In this adduct the oxygen of formaldehyde faces the boron atom of borabenzene, a ring whose boron carries no hydrogen and has an empty orbital pointing outward in the ring plane. The two molecules keep the shapes they have in the adduct while the B–O distance changes. A negative interaction means binding relative to these frozen parts.

Rigid scan of the B–O distance in the borabenzene–formaldehyde adduct (GFN2-xTB geometry), computed with PySCF 2.14.0 at the B3LYP-D4/def2-SVP level with density fitting, in the gas phase. Interaction energies are relative to the frozen parts, with negative values bound; the electrostatic, Pauli, orbital and dispersion terms sum to the uncorrected value.

| contact distance (Å) | interaction counterpoise (kcal/mol) | interaction uncorrected (kcal/mol) | electrostatic term (kcal/mol) | pauli term (kcal/mol) | orbital term (kcal/mol) | dispersion or correlation term (kcal/mol) |
| --- | --- | --- | --- | --- | --- | --- |
| 1.121 | 7.31 | 0.80 | -158.37 | 377.3 | -214.94 | -3.200 |
| 1.191 | -24.63 | -30.87 | -142.29 | 299.9 | -185.35 | -3.080 |
| 1.261 | -43.56 | -49.55 | -125.41 | 238.6 | -159.78 | -2.960 |
| 1.331 | -53.75 | -59.51 | -108.98 | 189.8 | -137.47 | -2.840 |
| 1.401 | -58.13 | -63.67 | -93.68 | 150.7 | -117.95 | -2.720 |
| 1.471 | -58.73 | -64.07 | -79.86 | 119.3 | -100.91 | -2.600 |
| 1.541 | -56.95 | -62.10 | -67.66 | 94.2 | -86.11 | -2.480 |
| 1.751 | -45.74 | -50.34 | -40.31 | 45.4 | -53.06 | -2.320 |
| 2.102 | -27.47 | -31.20 | -17.36 | 12.9 | -24.38 | -2.310 |
| 2.802 | -9.63 | -12.15 | -4.85 | 1.1 | -7.08 | -1.290 |
| 4.203 | -1.61 | -2.14 | -1.16 | 0.0 | -0.81 | -0.210 |

### 1. Which attraction is largest near the bonding distance?

The separate terms are of the order of 100 kcal/mol, and the binding left after they cancel is about half of that. In the lowest row, at 1.471 Å, orbital relaxation contributes −101 kcal/mol and electrostatics −80 kcal/mol. A large orbital term is expected where an oxygen lone pair meets an empty boron orbital, as between a Lewis base and a Lewis acid. That alone does not put it ahead of electrostatics, which also grows when the electron clouds penetrate each other.

The orbital term is an energy, however, and not a count of electrons given to boron. It also holds the polarisation of each part and any flow back from the ring. When the density is shared out between the parts in the same calculation, formaldehyde even comes out slightly negative, by 0.08 electrons. This figure depends on how the overlapping density is divided, so it does not measure the donation by itself.

### 2. Would the adduct survive if the dispersion correction were switched off?

It would, almost unchanged. The correction is added to the energy without altering the electron density, so it can simply be subtracted. In the lowest row this weakens the counterpoise interaction from −58.7 to −56.1 kcal/mol, and the minimum moves by only a few thousandths of an ångström. Dispersion matters more in relative terms at the two largest distances, where it makes up about 13 % of the interaction.

### 3. Why does the energy rise on compression although the attractions grow?

Pauli repulsion grows faster than everything that opposes it. From 1.471 to 1.121 Å it rises by 258 kcal/mol, while electrostatics deepens by 79 and orbital relaxation by 114 kcal/mol. The wall is therefore not a repulsion between charges. Electrostatics becomes more attractive because each electron cloud penetrates the other and feels the nuclei there less screened.

The repulsion comes from the exclusion principle. Filled orbitals that overlap must be made orthogonal, which raises their kinetic energy roughly as the square of the overlap. Orbital tails fall off exponentially, so the repulsion should do the same. The highest occupied levels of the two free parts suggest a decay constant of 2.5 to 2.8 per ångström, whereas the computed repulsion decays with about 3.4. The estimate is crude, because it describes only the far tails of the highest orbitals. Deeper, more compact orbitals overlap as well and make the fall steeper. Near the bonding distance the overlap is also no pure exponential, and the computed decay indeed changes, from about 3.3 per ångström between the two shortest distances to about 3.6 between 1.751 and 2.102 Å. Orbital tails cut short by the small basis set may contribute too, and the table does not separate these causes.

### 4. Why does the well lie near 1.45 Å?

The well lies where two slopes cancel, not where two energies do. Let the repulsion be $A e^{-aR}$ and the sum of all attractions $B e^{-bR}$, with $R$ the B–O distance. Fits to the eight rows up to 1.751 Å give $a = 3.35$ and $b = 2.18$ per ångström. Each approach by 0.1 Å thus raises the repulsion by about 40 % and the attraction by only 24 %.

At the minimum the forces are equal, $aAe^{-aR} = bBe^{-bR}$, and hence

$$R_{\min} = \frac{\ln A - \ln B + \ln(a/b)}{a-b} = \frac{9.701 - 8.403 + 0.431}{3.352 - 2.179} = 1.47\ \text{Å}.$$

A parabola through the three lowest uncorrected energies puts the minimum at 1.45 Å. The rows around the well were part of the fit, so this agreement shows that two exponentials describe the well; it does not predict it.

The same condition ties the depth to the size of the repulsion. At the minimum the attraction must exceed the repulsion by the factor $a/b$, about 1.5, so the net binding is about half of the Pauli term. The model gives −63 kcal/mol, against −64 kcal/mol in the lowest uncorrected row. The printed output after this text lists the fits and their misses.

### 5. What would change if a C–H group took the place of boron?

The ring would then be benzene, which has no low-lying empty orbital pointing outward in its plane. In the formula this should appear as a smaller $B$, and the hydrogen at the rim adds repulsion, which should appear as a larger $A$. Both changes push the minimum outward. Benzene was not computed here, but the direction agrees with the familiar weak contact between closed-shell molecules, far outside bonding distance, where dispersion and electrostatics carry much of the binding.

### 6. Which digits can be trusted?

The position of the well is firmer than its depth. Each part borrows basis functions from its partner, and in the lowest row this makes the uncorrected binding 5.3 kcal/mol too strong. Formaldehyde accounts for 4.7 kcal/mol of that, which fits an oxygen lone pair poorly served by a small basis set. A larger basis would reduce the borrowing.

This error changes only slowly with distance, so it hardly tilts the curve. The counterpoise correction moves the minimum by less than 0.01 Å. A distance of 1.45 Å is therefore a fair reading of this rigid path at this level of theory. The depth is uncertain by whole kcal/mol, since the correction removes only the borrowing and not the other errors of the small basis set or those of the functional. At 4.203 Å the error is a third of the corrected interaction, and there even the first digit depends on the correction.

### 7. Does orbital relaxation still lead when the molecules move apart?

The table seems to say that it leads out to 2.802 Å, with −7.1 kcal/mol against −4.9 for electrostatics. But the frozen terms are built from each part's own basis functions, so the borrowing can enter only through the orbital term. Without it, orbital relaxation at this distance falls to −4.6 kcal/mol, and the two attractions are practically equal. At 4.203 Å electrostatics leads with or without the correction.

The change of order follows from how the terms arise. Electron donation needs overlap and dies out exponentially. Polarisation reaches further, but between two neutral polar molecules it still fades faster than the interaction of their permanent charge distributions, which remains when the overlap has gone. The single exponential for the attraction must therefore fail far out. At 4.203 Å, well outside the fitted rows, it gives only about a fifth of the computed attraction. The repulsion should have no such tail, but the fits do not show this difference. At 2.802 Å both are missed by about a quarter, the repulsion coming out too large and the attraction too small, and at 4.203 Å the computed repulsion rounds to zero.

### 8. Is the depth of the well the bond energy?

It is not, because the frozen parts are already strained. Bringing both molecules from their relaxed shapes into those of the adduct costs 22.6 kcal/mol, most of it in the ring. The binding in the lowest row is then

$$-58.7 + 22.6 = -36.1\ \text{kcal/mol}.$$

The shapes come from a tight-binding method, so this value belongs to these geometries and is not a fully relaxed bond energy of the functional.

The same strain changes how the outer rows must be read. At 2.802 Å the frozen pair lies 13 kcal/mol above the relaxed free molecules, although its interaction is attractive. This is no barrier to forming the adduct, since real molecules would relax as they separate. The curve shows how the forces between two fixed shapes change with distance, and a dissociation path would need both shapes to be optimised at every step.

Output of the analysis:

```
fit of lp on 8 rows (R < 1.8): constant 9.701 +/- 0.029, coefficient of R -3.352 +/- 0.021; rms 0.00981, worst 1.751 0.0172, leave-one-out rms 0.0179
  rows outside the fit (model, value, miss): 2.102 2.656, 2.557, 0.0991; 2.802 0.3102, 0.09531, 0.215; 4.203 -4.385, -2.996, -1.39
fit of la on 8 rows (R < 1.8): constant 8.403 +/- 0.052, coefficient of R -2.179 +/- 0.037; rms 0.0175, worst 1.121 0.0294, leave-one-out rms 0.0305
  rows outside the fit (model, value, miss): 2.102 3.822, 3.785, 0.0371; 2.802 2.297, 2.582, -0.285; 4.203 -0.7562, 0.7793, -1.54
Derived values, energies in kcal/mol:
    row  distance in angstrom  basis error  orbital term without basis error  summed attraction  orbital share in percent  electrostatic share in percent  energy against relaxed parts  Pauli model over calculated  attraction model over calculated
  1.121                 1.121         6.51                            -208.4              376.5                     57.09                           42.06                         29.91                        1.011                              1.03
  1.191                 1.191         6.24                            -179.1              330.7                     56.04                           43.02                        -2.032                        1.006                             1.007
  1.261                 1.261         5.99                            -153.8              288.1                     55.45                           43.52                        -20.96                            1                            0.9918
  1.331                 1.331         5.76                            -131.7              249.3                     55.14                           43.72                        -31.15                       0.9944                            0.9842
  1.401                 1.401         5.54                            -112.4              214.3                     55.03                            43.7                        -35.53                       0.9905                            0.9827
  1.471                 1.471         5.34                            -95.57              183.4                     55.03                           43.55                        -36.13                       0.9895                            0.9862
  1.541                 1.541         5.15                            -80.96              156.2                     55.11                            43.3                        -34.35                       0.9911                            0.9936
  1.751                 1.751          4.6                            -48.46              95.69                     55.45                           42.13                        -23.14                        1.017                             1.027
  2.102                 2.102         3.73                            -20.65              44.05                     55.35                           39.41                        -4.872                        1.104                             1.038
  2.802                 2.802         2.52                             -4.56              13.22                     53.56                           36.69                         12.97                         1.24                            0.7522
  4.203                 4.203         0.53                             -0.28               2.18                     37.16                           53.21                         20.99                       0.2492                            0.2153
Minimum of the two-exponential model, angstrom: 1.474
Depth of the two-exponential model, uncorrected, kcal/mol: -62.78
Minimum by parabola, counterpoise, angstrom: 1.454
Minimum by parabola, uncorrected, angstrom: 1.448
Minimum by parabola, counterpoise without D4, angstrom: 1.457
Pauli change from lowest row to shortest distance, kcal/mol: 258
Electrostatic change over the same step, kcal/mol: -78.51
Orbital change over the same step, kcal/mol: -114
Overlap-squared decay expected from the ring orbital energy, per angstrom: 2.525
Overlap-squared decay expected from the formaldehyde orbital energy, per angstrom: 2.779
Formaldehyde part of the basis error in the lowest row, kcal/mol: 4.699
Best aligned point dipoles at the largest contact distance, kcal/mol: -0.5631
```
